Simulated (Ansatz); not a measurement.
Ag: a film clamped to a substrate

All numbers below come from DFT r2SCAN, scalar-relativistic, plane waves, PAW (Ansatz). The runs took a 500 eV cutoff, a Γ-centred 24×24×14 mesh and Gaussian smearing (0.15 eV). No spin polarisation. Energies are free energies at this smearing, counted from the undisturbed cell; pressure is positive in compression.

Zero of the scan (relaxed at this level; with this scan's settings it stands at -0.1 GPa; this form isn't the usual structure):

```yaml
crystal:
  lattice:
    - [2.90370, 0.00000, 0.00000]
    - [-1.45185, 2.51467, 0.00000]
    - [0.00000, 0.00000, 4.74785]
  atoms:
    - { symbol: Ag, position: [0.33333, 0.66667, 0.25000] }
    - { symbol: Ag, position: [0.66667, 0.33333, 0.75000] }
```

The cell (2 atoms, V0 = 34.67 Å³) is strained by p along both x and y and by q along z, fractional coordinates fixed. τp = (1/V0) ∂E/∂p = (σxx + σyy)(1 + p)(1 + q) and τq = (1/V0) ∂E/∂q = σzz(1 + p)², with tension positive.

| p | q | ΔE (meV/atom) | τp (GPa) | τq (GPa) |
| --- | --- | --- | --- | --- |
| 0.000 | 0.000 | 0.00 | 0.57 | -0.26 |
| -0.025 | 0.000 | 16.42 | -13.43 | -3.97 |
| 0.025 | 0.000 | 15.82 | 10.51 | 3.08 |
| 0.000 | -0.025 | 6.83 | -3.27 | -4.96 |
| 0.000 | 0.025 | 4.58 | 3.72 | 3.50 |

Question: Get the second derivatives of the energy density.

Answer: Central differences give A = ∂τp/∂p = 479 GPa (C11 + C22 + 2 C12), C = ∂τq/∂q = 169 GPa (C33) and the cross term B = ∂τq/∂p = 141 GPa (C13 + C23); ∂τp/∂q = 140 GPa must equal B, and any difference shows higher-order terms. The ions are clamped.

Question: A film of this crystal grows with z along the normal on a substrate that imposes p. How does its thickness respond, and what does the misfit cost?

Answer: Count p and q from the stress-free cell. A free surface needs τq = 0, so q = −(B/C) p = -0.83 p. The energy density left is (A − B²/C) p²/2 = M p², with the biaxial modulus M = 181 GPa; a misfit of 1 % costs 1.96 meV/atom, against 2.59 meV/atom if the thickness were held.

In a metal these slopes depend on the k mesh and the smearing.

The film thins when stretched in the plane, but by too little to conserve its volume, so tensile misfit also dilates the metal. Letting the thickness adjust therefore recovers only a modest part of the elastic cost, and most of the in-plane stiffness survives in M = 181 GPa. Measured from the slightly stressed starting cell, both stresses change more in compression than in tension, for either strain. This is the usual anharmonicity of a metal: closer atoms raise the kinetic energy of the s-p electrons and the overlap repulsion between filled d shells. The quadratic misfit energy thus probably underestimates the cost of large compressive misfits and overestimates that of tensile ones.

Clamping the ions costs nothing here, because both strains keep the hexagonal symmetry, which fixes the atomic sites. Silver normally stacks its close-packed layers in the cubic sequence; as nearest neighbours are arranged much alike, a (111) film would probably respond similarly. Whether misfit could favour the hexagonal stacking remains open without the same scan for the cubic form.
